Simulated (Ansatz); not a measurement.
## Ag: pressure and energy above lowest point as volume per atom varies

All results are calculated (Ansatz 0.2.0 development build). Equation of state of a cubic crystal from periodic Kohn-Sham density functional theory without spin; pressure corrected for the finite basis.

Cell of the first row (space group Fm-3m, No. 225):
```
Ag
1.0
      0.0000     2.0458     2.0458
      2.0458     0.0000     2.0458
      2.0458     2.0458     0.0000
Ag
1
Direct
  0.00000 0.00000 0.00000
```

Settings of every row: formula Ag; structure type fcc; functional PBE; spin treatment none; k mesh 23x23x23; occupation method fermi-dirac; occupation width 0.061225619 eV; wave cutoff 420 eV; datasets soft-1 PAW; density cutoff ratio 4.

```
row  volume per atom (Å³)  pressure (GPa)  energy above lowest point (meV/atom)
  1                17.126           4.264                                  9.27
  2                17.483           2.034                                  2.32
  3                17.839           0.087                                     0
  4                18.196               ?                                     ?
  5                18.553          -3.093                                  7.01
  6                 18.91          -4.384                                 15.37
```

Question: what pressure and energy above lowest point should row 4 give?

Worked fit of pressure. Take u = (V_r/V)^(2/3) − 1 with V_r = 17.839 Å³ an atom, which is twice the finite (Eulerian) strain; such expansions in the strain, on which the Birch-Murnaghan equation of state is built, carry the rest volume and the bulk modulus. The shown rows have u = 0.02757, 0.01353, 0, -0.02582, -0.03812. Least squares give pressure = 0.0896 + 136.995 × u + 518.72 × u² GPa; a straight line predicts inner rows, each left out in turn, worse (root mean square 0.25 against 0.0098 GPa). The rows lie off it by 0.003, -0.004, -0.003, 0.009, -0.005 (root mean square 0.0053 GPa). The pressure vanishes at u = -0.0007, or V = 17.86 Å³ an atom, and there the bulk modulus at fixed shape and fractions is B = −V dP/dV = (2/3)(1 + u) dP/du = 90.8 GPa. The withheld row has u = -0.01312, so the fit gives 0.0896 + 136.995 × (-0.01312) + 518.72 × (-0.01312)² = -1.618 GPa.

The calculation gave -1.611 GPa. The fit lies 0.007 GPa (0.081 % of the column's range) below it; its largest miss of a shown row is 0.009 GPa.

Worked fit of energy above lowest point. Take u = (V_r/V)^(2/3) − 1 with V_r = 17.839 Å³ an atom, which is twice the finite (Eulerian) strain; such expansions in the strain, on which the Birch-Murnaghan equation of state is built, carry the rest volume and the bulk modulus. The shown rows have u = 0.02757, 0.01353, 0, -0.02582, -0.03812. Least squares give energy above lowest point = 0.018 + 23.88 × u + 11239.1 × u² meV/atom; a straight line predicts inner rows, each left out in turn, worse (root mean square 5.4 against 0.13 meV/atom). The rows lie off it by 0.05, -0.08, -0.02, 0.12, -0.07 (root mean square 0.076 meV/atom). Its lowest point lies at u = -0.0011, or V = 17.87 Å³ an atom, and the curvature there gives the bulk modulus at fixed shape and fractions, B = (4/9)(1 + u)² E″(u)/V = 89.4 GPa. The withheld row has u = -0.01312, so the fit gives 0.018 + 23.88 × (-0.01312) + 11239.1 × (-0.01312)² = 1.64 meV/atom.

The calculation gave 1.74 meV/atom. The fit lies 0.10 meV/atom (5.7 % of the value, 0.65 % of the column's range) below it; its largest miss of a shown row is 0.12 meV/atom.
